Dear colleague,

The lowest exciton of CdTe is more strongly bound than a hydrogen-like pair with the averaged hole mass, because the fourfold valence band mixes a D wave into the S envelope. For large spin-orbit splitting the binding energy of the $1S_{3/2}$ state is

$$E_b=R_0\left[1+\left(\tfrac{35}{6}-\tfrac{\pi^2}{2}\right)\mu^2+O(\mu^4)\right],\qquad \tfrac{35}{6}-\tfrac{\pi^2}{2}=0.8985 .$$

The scheme is that of Baldereschi and Lipari (perturbation theory for excitons in 1971, the spherical model for acceptors in 1973). Here is the derivation.

## Premises

1. Effective-mass theory holds, and the exciton has total wave vector zero.
2. The conduction band is isotropic and parabolic with mass $m_e$. The electron spin is a spectator, so exchange is dropped.
3. The hole lives in the $\Gamma_8$ band with $J=3/2$. The split-off band, a distance $\Delta$ away, is removed ($\Delta\to\infty$), and terms odd in $k$ are dropped.
4. The attraction is $-e^2/4\pi\varepsilon_0\varepsilon r$ with a constant $\varepsilon$.

Hole energies count positive into the valence band, $\mathbf J$ is in units of $\hbar$, $m_0$ is the free-electron mass, and $\{A,B\}=(AB+BA)/2$.

## Step 1: the Hamiltonian

With axes along the cube edges, Luttinger's Hamiltonian (1956) for the hole is

$$H_h=\frac{\hbar^2}{2m_0}\left[\gamma_1k^2+2\gamma_2W_E+2\gamma_3W_T\right],$$
$$W_E=\sum_i k_i^2\left(\tfrac54-J_i^2\right),\qquad W_T=-2\sum_{i<j}k_ik_j\{J_i,J_j\}.$$

At zero total wave vector electron and hole carry $\mathbf k$ and $-\mathbf k$, with $\mathbf k=-i\nabla$ acting on the relative coordinate $\mathbf r$. $H_h$ is even in $\mathbf k$, so the electron term $\hbar^2k^2/2m_e$ simply adds to the $\gamma_1$ term and gives $\gamma_1'=\gamma_1+m_0/m_e$. The isotropic part is a hydrogen problem with reduced mass $m_0/\gamma_1'$, whose units are

$$R_0=\frac{13.606\ \text{eV}}{\gamma_1'\varepsilon^2},\qquad a=\varepsilon\gamma_1'\times0.0529\ \text{nm}.$$

In these units, used from here on,

$$H=k^2-\frac2r+\frac{2\gamma_2W_E+2\gamma_3W_T}{\gamma_1'} .$$

## Step 2: the spherical part

Expanding $(\mathbf k\cdot\mathbf J)^2$ shows that $W\equiv W_E+W_T=\tfrac54k^2-(\mathbf k\cdot\mathbf J)^2$, which is invariant under joint rotations of $\mathbf k$ and $\mathbf J$. Along $\mathbf k$ the projection of $\mathbf J$ is $\pm\tfrac32$ or $\pm\tfrac12$, so $W=-k^2$ (heavy holes) or $+k^2$ (light holes), and $W^2=k^4$ times the unit matrix.

Multiplying out the $4\times4$ spin matrices gives, with $\Sigma=k_x^2k_y^2+k_y^2k_z^2+k_z^2k_x^2$,

$$W_E^2=k^4-3\Sigma,\qquad W_T^2=3\Sigma,\qquad \{W_E,W_T\}=0 .$$

The angular average of $\Sigma$ is $k^4/5$. Take as scalar product $\tfrac14\mathrm{Tr}(AB)/k^4$ averaged over directions. Then $W_E$ and $W_T$ are orthogonal with squared norms $2/5$ and $3/5$, and $W$ has norm one. The projection of $\gamma_2W_E+\gamma_3W_T$ on $W$ is therefore $\bar\gamma=(2\gamma_2+3\gamma_3)/5$, and

$$H=k^2-\frac2r+\mu W+\delta\,C,\qquad C=\tfrac45W_T-\tfrac65W_E,$$
$$\mu=\frac{2\bar\gamma}{\gamma_1'}=\frac{6\gamma_3+4\gamma_2}{5\gamma_1'},\qquad \delta=\frac{\gamma_3-\gamma_2}{\gamma_1'} .$$

Both $W_E$ and $W_T$ are products of a rank-2 tensor in $\mathbf k$ and a rank-2 tensor in $\mathbf J$. Such products have total rank 0 to 4, and only ranks 0 and 4 contain a cubic invariant. The scalar product is rotation invariant and $C$ is orthogonal to the scalar $W$, so $C$ is pure rank 4. The spherical model sets $\delta=0$. Then $\mathbf F=\mathbf L+\mathbf J$ and parity are conserved.

## Step 3: first order vanishes

The unperturbed states are $\psi_0=f(r)\chi_m/\sqrt{4\pi}$ with $f=2e^{-r}$, energy $E_0=-1$, and four spinors $\chi_m$. In an S state $\langle k_ik_j\rangle=\langle k^2\rangle\delta_{ij}/3$, hence

$$\langle W\rangle=\langle k^2\rangle\left[\tfrac54-\tfrac13J(J+1)\right]=0$$

as a matrix in $m$, since $J(J+1)=15/4$.

## Step 4: the admixed D wave

For a radial function $\partial_i\partial_jf=(f''-f'/r)\hat r_i\hat r_j+\delta_{ij}f'/r$. The $\delta_{ij}$ term drops out of $W$ by the cancellation of Step 3, which leaves

$$Wf\chi_m=-\left(f''-\frac{f'}r\right)w(\hat{\mathbf r})\chi_m,\qquad w=\tfrac54-(\hat{\mathbf r}\cdot\mathbf J)^2 .$$

The matrix $w$ is quadratic in $\hat{\mathbf r}$ with zero angular average, so all its elements are $L=2$ harmonics. Also $w^2=1$, so the four functions $w\chi_m/\sqrt{4\pi}$ are orthonormal on the sphere. The second-order energy matrix is thus proportional to the unit matrix, as $F=3/2$ demands. For $f=2e^{-r}$ one finds $f''-f'/r=s\,f$ with $s=1+1/r$.

Write $\psi=\psi_0+\mu\psi_1+\dots$ and $E=-1+\mu^2E_2+\dots$ The first-order equation is $(k^2-2/r+1)\psi_1=-W\psi_0$. Insert $\psi_1=2e^{-r}\varphi(r)\,w\chi_m/\sqrt{4\pi}$. The centrifugal term is $6/r^2$, the derivatives of $e^{-r}$ cancel both $-2/r$ and $+1$, and

$$\mathcal L\varphi\equiv-\varphi''+2\varphi'-\frac2r\varphi'+\frac6{r^2}\varphi=s .$$

With $\langle u,v\rangle=\int_0^\infty r^2e^{-2r}uv\,dr$, under which $\mathcal L$ is symmetric and positive,

$$E_2=\langle\psi_0|W|\psi_1\rangle=-c,\qquad c=4\langle s,\varphi\rangle=4\langle s,\mathcal L^{-1}s\rangle .$$

This includes the D continuum along with the bound D levels.

## Step 5: inverting $\mathcal L$

Put $\varphi=r^2y$ and $x=2r$. Differentiation gives $\mathcal L(r^2y)=r\left[4y-2\left(xy''+(6-x)y'\right)\right]$, primes now meaning $d/dx$. The Laguerre polynomials obey $xy''+(6-x)y'=-ny$ for $y=L_n^{(5)}(x)$, so the functions $\varphi_n=r^2L_n^{(5)}(2r)$ satisfy

$$\mathcal L\varphi_n=\frac{2(n+2)}{r}\varphi_n,\qquad \langle\varphi_n,r^{-1}\varphi_{n'}\rangle=\delta_{nn'}\frac{(n+5)!}{64\,n!}\equiv\delta_{nn'}N_n .$$

They form a complete discrete set for the weight $re^{-2r}$. Expanding $\varphi=\sum b_n\varphi_n$ and projecting $\mathcal L\varphi=s$ on $\varphi_n$ gives $b_n=\langle s,\varphi_n\rangle/[2(n+2)N_n]$.

The overlaps follow from the generating function $\sum_nt^nL_n^{(5)}(x)=(1-t)^{-6}e^{-xt/(1-t)}$. Multiplying by $x^qe^{-x}$ and integrating gives $q!\,(1-t)^{q-5}$. The coefficient of $t^n$ is $24$ for $q=4$ and $6(n+1)$ for $q=3$. Hence

$$\langle s,\varphi_n\rangle=\int_0^\infty(r^4+r^3)e^{-2r}L_n^{(5)}(2r)\,dr=\frac{24}{32}+\frac{6(n+1)}{16}=\frac38(n+3),$$

$$c=4\sum_{n=0}^\infty\frac{\langle s,\varphi_n\rangle^2}{2(n+2)N_n}=18\sum_{n=0}^\infty\frac{n+3}{(n+1)(n+2)^2(n+4)(n+5)} .$$

With $p=n+2\ge2$ the summand splits into partial fractions,

$$\frac{1}{6(p-1)}-\frac{7}{36p}-\frac1{6p^2}+\frac1{12(p+2)}-\frac1{18(p+3)} .$$

The four simple-pole coefficients add to zero, so those sums telescope. A term $1/(p+j)$ lacks the first $j+1$ members of the harmonic series, which sum to $0$, $1$, $11/6$ and $25/12$ for $j=-1,0,2,3$. The simple poles leave $\tfrac7{36}-\tfrac{11}{72}+\tfrac{25}{216}=\tfrac{17}{108}$. The double pole gives $-\tfrac16(\pi^2/6-1)$. The total is $\tfrac{35}{108}-\tfrac{\pi^2}{36}$, and multiplication by 18 yields

$$c=\frac{35}6-\frac{\pi^2}2=0.8985 .$$

As a control, $8\langle s,\varphi\rangle-4\langle\varphi,\mathcal L\varphi\rangle$ is a lower bound on $c$ for any trial $\varphi$. Maximising it over $\varphi=\alpha r+\beta r^2$ gives $\alpha=7/22$, $\beta=1/44$ and the bound $79/88=0.8977$.

## Step 6: only even powers of $\mu$

Even parity and $F=3/2$ allow only $L=0$ and $L=2$, each once. A Fourier transform preserves spherical harmonics, so in momentum space the two angular states are $\chi_m$ and $w(\hat{\mathbf k})\chi_m$. Since $W=k^2w(\hat{\mathbf k})$ and $w^2=1$, $W$ interchanges them and has no diagonal element. Reversing the sign of the D component maps $\mu$ to $-\mu$, so the energy is even in $\mu$ and the next term is $-c_4\mu^4$.

Its size can be estimated. Acting on $g(r)w\chi_m$, $W$ gives $-(g''+5g'/r+3g/r^2)\chi_m$, the adjoint of the operator in Step 4. The second-order function $\psi_2=2e^{-r}\eta(r)\chi_m/\sqrt{4\pi}$ obeys $(k^2-2/r+1)\psi_2=-c\psi_0-W\psi_1$. With $\psi_2$ orthogonal to $\psi_0$ and $E_1=E_3=0$, the fourth-order energy is $\langle\psi_1|W|\psi_2\rangle+c\langle\psi_1|\psi_1\rangle$, and the equation for $\psi_2$ turns the first term into $-4\langle\eta',\eta'\rangle$. Thus $c_4=4\langle\eta',\eta'\rangle-4c\langle\varphi,\varphi\rangle$. With the two-term $\varphi$ and $c=79/88$ the equation has the polynomial solution $\eta'=-\tfrac{14}{11}+\tfrac7{88}r+\tfrac1{88}r^2$. The two integrals are $4\langle\eta',\eta'\rangle=1.26$ and $4\langle\varphi,\varphi\rangle=0.42$, so $c_4\approx0.88$. This is an estimate, since $c_4$ is not stationary in $\varphi$.

## Step 7: warping and the split-off band

A rank-4 operator has no matrix element within an $F=3/2$ multiplet, so $\delta$ has no linear effect at any $\mu$. In second order $\mu W+\delta C$ produces the same radial source $sf$ in the $L=2$ channel, and only the angular norm changes. The squared norm of $C$ is $\tfrac{16}{25}\cdot\tfrac35+\tfrac{36}{25}\cdot\tfrac25=\tfrac{24}{25}$, so $\mu^2\to\mu^2+\tfrac{24}{25}\delta^2$.

For finite $\Delta$ the spherical term on the six p-like states is $\mu W_6$ with $W_6=2k^2-3(\mathbf k\cdot\mathbf I)^2$, where $\mathbf I$ is the orbital moment, $I=1$. Its $J=3/2$ block is $W$. Its eigenvalues are $-k^2$ four times and $2k^2$ twice, so $\mathrm{Tr}\,W_6^2=12k^4$. The $J=3/2$ block supplies $4k^4$, the $J=1/2$ block vanishes because a rank-2 operator cannot act within $J=1/2$, and each off-diagonal block supplies $4k^4$. After the angular average this is $k^4$ for each of the four states. The split-off channel therefore adds to $c$ a term with the same source and the positive D-wave operator raised by $\Delta/R_0$. That term is positive and smaller than $\langle k^4\rangle R_0/\Delta$, with $\langle k^4\rangle=4\langle s,s\rangle=5$.

## Range of validity

The truncated formula needs $\mu^2\ll1$, the first omitted term being about $\mu^2$ times the one kept. The model itself has a ground state for $\mu<1$, because $W\ge-k^2$ implies $E_b\le R_0/(1-\mu)$. It further needs $\delta^2\ll\mu^2$, $5R_0/\Delta\ll c$, a radius $a$ far above the lattice constant, $R_0$ far below the gap $E_g$, and $a$ well above the polaron radii so that the static $\varepsilon$ applies. A light electron keeps $\mu$ small, which is why the series serves excitons. For an acceptor $m_0/m_e$ is absent from $\gamma_1'$, and the coupled S and D equations have to be solved in full.

## CdTe

I take typical low-temperature values as inputs: $\gamma_1=5.3$, $\gamma_2=1.7$, $\gamma_3=2.0$, $m_e=0.096\,m_0$, $\varepsilon=10.2$. Then $m_0/m_e=10.42$, $\gamma_1'=15.72$, $R_0=8.32$ meV and $a=8.48$ nm, about 13 lattice constants of approximately 0.648 nm. With $\bar\gamma=1.88$ one gets $\mu=0.2392$, $\mu^2=0.0572$ and $c\mu^2=0.0514$. The S-D mixing adds 0.43 meV,

$$E_b=8.75\ \text{meV},$$

and the D weight $4\mu^2\langle\varphi,\varphi\rangle$ is about 2 %. An acceptor with the same $\gamma_i$ has $\mu=0.71$, outside the reach of the truncated series.

The corrections from Steps 6 and 7 are small and all increase the binding. The $\mu^4$ term is about 0.024 meV. Warping, with $\delta=0.019$, gives 0.003 meV. For $\Delta\approx0.9$ eV the ratio $\Delta/R_0$ is 108 and the split-off term stays below 0.022 meV. Together they place the valence-band model between 8.75 and about 8.80 meV.

The terms outside the premises are what limit a comparison with your spectra.

- **Terms linear in $k$.** They vanish in first order by parity. With a typical coefficient $C_k\approx2.3$ meV nm the second-order scale $(C_k/a)^2/R_0$ is 0.01 meV.
- **Nonparabolicity.** The form $E(1+E/E_g)=\hbar^2k^2/2m_e$ adds $-E^2/E_g$. The electron carries the fraction $x_e=(m_0/m_e)/\gamma_1'=0.66$ of the isotropic kinetic term, so the binding grows by $5x_e^2R_0^2/E_g$, about 0.1 meV for $E_g\approx1.6$ eV.
- **The input $\varepsilon$.** Since $R_0\propto\varepsilon^{-2}$, a change of 1 % moves $R_0$ by 0.17 meV.
- **Incomplete lattice screening.** With $\hbar\omega_{LO}\approx21$ meV the polaron radii $l=(\hbar/2m\omega_{LO})^{1/2}$ are 4.3 nm for the electron and 3.1 nm for a hole of mass $m_0/\gamma_1$, only two to three times smaller than $a$. Haken's model potential adds $-(\varepsilon/\varepsilon_\infty-1)(e^{-r/l_e}+e^{-r/l_h})/r$ in our units, with $l$ in units of $a$. Its 1S average is $-(\varepsilon/\varepsilon_\infty-1)\sum_l4/(2+a/l)^2$. For $\varepsilon_\infty\approx7.1$ the magnitude is $0.19R_0$, or 1.6 meV. Take this as a scale only, because the potential leaves out the accompanying decrease of the polaron masses inside the exciton, which acts in the opposite direction.
- **Exchange.** It splits the eight electron-hole spin states, and its long-range part gives a longitudinal-transverse splitting that is typically 0.5 to 1 meV in CdTe. This affects which energy you read off a reflectivity line.

The mixing term of 0.43 meV is thus fixed within the model to roughly a tenth of its size, while the absolute binding energy carries an uncertainty of order 1 meV from the screening, and no more than $E_b\approx9$ meV should be read from these inputs.

With best regards